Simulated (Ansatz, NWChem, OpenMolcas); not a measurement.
# Abstraction of H: BH2(OH) + Ge(OH)3 → BH2O + GeH(OH)3

Species: BH2(OH), singlet; Ge(OH)3, doublet; BH2O `B[O]`, doublet; GeH(OH)3, singlet. A radical takes H: the energy is the difference in strength between the O–H bond broken and the Ge–H bond made.

Shapes, held fixed at every level: PBE0-D4/def2-TZVP. Flexible molecules stand in one conformer, not always the lowest. Programs: Ansatz 0.2.0, NWChem 7.3.0, OpenMolcas 26.06. A level may come from different programs for different species; with the same settings they agree closely. The zero-point and thermal change to 298 K, harmonic and unscaled (PBE0-D4/def2-TZVP), is -16.0 kJ/mol.

Question: Estimate ΔH(298 K) of this reaction.

Answer: The highest level, CCSD(T)/def2-TZVPP, gives ΔH(298 K) = +57.7 kJ/mol; the levels span +39.8 to +64.1. The column of differences is taken from that level and isn't an error. No measured value is set beside it here. Open shells run unrestricted. Relativity is left out for Ge. Outer-core shells of Ge are correlated in most correlated rows, in sets that cover them unevenly.

```csv
level,kind,ΔH(298 K) (kJ/mol),less CCSD(T)/def2-TZVPP
SPW92/def2-TZVPP,LDA,+64.1,+6.4
PBE-D4/def2-TZVPP,GGA,+58.7,+1.0
B3LYP/6-31G* (Cartesian functions),global hybrid,+39.8,-17.9
B3LYP-D4/def2-TZVPP,global hybrid,+57.1,-0.6
wB97M-V/def2-TZVPP,range-separated hybrid,+63.6,+5.9
CCSD/def2-SVP,coupled cluster or CI,+40.8,-16.9
CCSD/def2-TZVPP,coupled cluster or CI,+54.6,-3.1
CCSD(T)/def2-TZVPP,coupled cluster or CI,+57.7,0.0
```

Moving hydrogen from oxygen to germanium is clearly uphill: every level gives a positive enthalpy, +57.7 kJ/mol at the highest. The O–H bond is the stronger because the compact oxygen orbital overlaps well with hydrogen 1s and the bond is strongly polar, whereas germanium offers a more diffuse valence orbital and a less polar bond. Vibration works the other way, since a stiff O–H stretch gives way to a softer Ge–H stretch, which accounts for most of the -16.0 kJ/mol correction.

The basis set matters more here than the choice among the larger-basis methods. The two small-basis rows, +39.8 and +40.8 kJ/mol, lie well below all the others, probably because they describe the polar O–H bond less completely than the Ge–H bond. CCSD shows this directly, rising to +54.6 kJ/mol in the larger set, so some further increase beyond triple-zeta quality is possible. The reverse reaction, hydrogen transfer from germanium to the oxygen-centred radical, is therefore exothermic, but its rate depends on a barrier not computed here.
